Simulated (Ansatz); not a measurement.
## HfN: the change of energy less reference with wave cutoff

Results calculated with Ansatz 0.2.0, not measured. One setting of a density functional single point varied, free energy counted from the run at the reference value, pressure positive in compression; periodic cell, basis, potentials, k mesh and filling as listed.

Structure of every row (space group Fm-3m, No. 225):
```
HfN
1.0
      0.0000     2.2560     2.2560
      2.2560     0.0000     2.2560
      2.2560     2.2560     0.0000
Hf N
1 1
Direct
  0.00000 0.00000 0.00000
  0.50000 0.50000 0.50000
```

Settings of every row: functional PBE; dispersion none; potentials PAW; k mesh 10x10x10; k shift 0x0x0; occupations fermi dirac; smearing width 0.1 eV; spin none; varied setting wave cutoff; reference wave cutoff 450 eV.

Limits: coarse k mesh, up to 40 meV an atom off; cutoff under the advised one; odd electron count without spin; no spin-orbit coupling, which can matter with elements this heavy.

```csv
row,wave cutoff (eV),energy less reference (meV/atom)
1,250,984.04
2,300,182.01
3,350,?
4,400,6.03
5,450,0
```

Question: what energy less reference should row 3 give?

Worked fit of energy less reference. Measure energy less reference from the row at the highest cutoff, 0.00 meV/atom, and take the logarithm of what remains: 250 → 6.89, 300 → 5.20, 400 → 1.80. A straight line through these is ln|rest| = 15.392 − 0.03398 × cutoff, so the rest falls by a factor of e every 29.4 eV; from 3 rows that is a rough guide, not a law, and the row at the highest cutoff isn't the limit itself. At 350 eV the line gives ln|rest| = 3.499, a rest of 33.08 meV/atom, and so 0.00 + 33.08 = 33.08 meV/atom.

The calculation gave 40.46 meV/atom. The fit lies 7.38 meV/atom (18 % of the value, 0.75 % of the column's range) below it; its largest miss of a shown row is 5.26 meV/atom.
